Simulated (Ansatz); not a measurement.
Ligand exchange: C3H5ClSn + C2H3F3 → C3H5FSn + C2H3ClF2

Gas-phase species: C3H5ClSn `C#[C][SnH]([CH3])[Cl]`, singlet; C2H3F3 (1,1,1-trifluoroethane) `CC(F)(F)F`, singlet; C3H5FSn `C#[C][SnH]([CH3])[F]`, singlet; C2H3ClF2 (1-chloro-1,1-difluoroethane) `CC(F)(F)Cl`, singlet. The partners trade Cl for F: Sn–Cl and C–F bonds give way to Sn–F and C–Cl.

Shapes, held fixed at every level: PBE0-D4/def2-TZVP. Programs: Ansatz 0.2.0. The zero-point and thermal change to 298 K, harmonic and unscaled (PBE0-D4/def2-TZVP), is -2.8 kJ/mol.

| level | kind | ΔH(298 K) (kJ/mol) | less CCSD(T)/def2-TZVPP |
| --- | --- | --- | --- |
| HF/def2-SVP | Hartree–Fock | +115.7 | +44.2 |
| SPW92/def2-TZVPP | LDA | +67.9 | -3.6 |
| B3LYP-D4/def2-TZVPP | global hybrid | +65.8 | -5.7 |
| r2SCAN0-D4/def2-TZVPP | global hybrid | +76.8 | +5.3 |
| wB97X-V/def2-TZVPP | range-separated hybrid | +68.3 | -3.2 |
| B2PLYP/def2-TZVPP | double hybrid | +66.6 | -4.9 |
| MP2/def2-SVP | perturbation theory | +81.4 | +9.9 |
| CCSD(T)/def2-TZVPP | coupled cluster or CI | +71.5 | 0.0 |

The highest level, CCSD(T)/def2-TZVPP, gives ΔH(298 K) = +71.5 kJ/mol; the levels span +65.8 to +115.7. The column of differences is taken from that level and isn't an error. No measured value is set beside it here. For atoms past krypton def2 sets carry core potentials with scalar relativity. Outer-core shells of Sn are correlated, in sets that cover them unevenly.

The exchange is clearly endothermic at every level, so enthalpy favours keeping fluorine on carbon and chlorine on tin. Both elements bind fluorine more strongly than chlorine, but the preference is evidently greater at this carbon. Compact C–F bonds are strong, and the geminal fluorines of the CF3 group reinforce one another through negative hyperconjugation, part of which is lost when chlorine enters. The very polar Sn–F bond repays only some of that cost.

Hartree–Fock exaggerates the penalty, and MP2 in the same basis removes most of the excess, which points to differential correlation among the bonds exchanged. What remains of the MP2 deviation may reflect either the small basis or higher-order correlation. The closeness of LDA to coupled cluster probably owes much to error cancellation, since the bonds are exchanged pairwise, and is no sign of reliable individual bond energies. The gas-phase preference need not carry over to condensed phases, where organotin fluorides often associate through Sn–F···Sn bridges that would favour the products.
